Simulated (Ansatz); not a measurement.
## V: the change of pressure and energy less free atoms with volume scale

Periodic Kohn-Sham DFT of a crystal at fixed atoms, scaled to volume_scale times the given cell; pressure positive in compression, energy less spherical unpolarised free atoms, largest_vzz the field gradient of largest size among the nuclei. The results are calculated, by Ansatz 0.2.0.

The cell before it is scaled or strained (space group Im-3m, No. 229):
```
cell vectors (Å)
  -1.5130     1.5130     1.5130
   1.5130    -1.5130     1.5130
   1.5130     1.5130    -1.5130
atoms (fractions of the cell vectors)
V   0.00000  0.00000  0.00000
```

Settings of every row: method all-electron LAPW; functional PBEsol; relativity scalar; k mesh 19x19x19; filling fermi-dirac; smearing width 0.03 eV; basis error target 1 meV/atom; nucleus gaussian.

Atom:
```csv
element,start moment (bohr magneton)
V,1.5
```

```csv
row,volume scale,V (Å³/atom),pressure (GPa),energy less free atoms (eV/atom)
1,0.94,13.023,-1.318,-9.0543
2,0.96,13.3,-5.199,-9.0486
3,0.98,13.577,?,?
4,0.99,13.716,-10.31,-9.0283
5,1,13.854,-11.845,-9.0187
6,1.01,13.993,-13.303,-9.0078
7,1.02,14.131,-14.688,-8.9957
8,1.04,14.408,-17.253,-8.968
9,1.06,14.685,-19.563,-8.9362
```

Cell moment is 0 bohr magneton in every row.

Question: what pressure and energy less free atoms should row 3 give?

Worked fit of pressure. Take u = (V_r/V)^(2/3) − 1 with V_r = 13.924 Å³ an atom, which is twice the finite (Eulerian) strain; such expansions in the strain, on which the Birch-Murnaghan equation of state is built, carry the rest volume and the bulk modulus. The shown rows have u = 0.04561, 0.03104, 0.01008, 0.00337, -0.00329, -0.00979, -0.02252, -0.03485. Least squares give pressure = −12.5905 + 220.327 × u + 584.79 × u² GPa; a straight line predicts inner rows, each left out in turn, worse (root mean square 0.31 against 0.0077 GPa). The rows lie off it by 0.007, -0.011, 0.000, -0.004, 0.006, 0.003, 0.003, -0.004 (root mean square 0.0057 GPa). The withheld row has u = 0.01697, so the fit gives −12.5905 + 220.327 × (0.01697) + 584.79 × (0.01697)² = -8.683 GPa.

The calculation gave -8.693 GPa. The fit lies 0.010 GPa (0.055 % of the column's range) above it; its largest miss of a shown row is 0.011 GPa.

Worked fit of energy less free atoms. Take u = (V_r/V)^(2/3) − 1 with V_r = 13.924 Å³ an atom, which is twice the finite (Eulerian) strain; such expansions in the strain, on which the Birch-Murnaghan equation of state is built, carry the rest volume and the bulk modulus. The shown rows have u = 0.04561, 0.03104, 0.01008, 0.00337, -0.00329, -0.00979, -0.02252, -0.03485. Least squares give energy less free atoms = −9.01336 − 1.6441 × u + 16.372 × u² eV/atom; a straight line predicts inner rows, each left out in turn, worse (root mean square 0.0086 against 3.2e-05 eV/atom). All shown rows lie on it to the printed digit. The withheld row has u = 0.01697, so the fit gives −9.01336 − 1.6441 × (0.01697) + 16.372 × (0.01697)² = -9.0365 eV/atom.

The calculation gave -9.0365 eV/atom. The fit meets it to the printed digit.
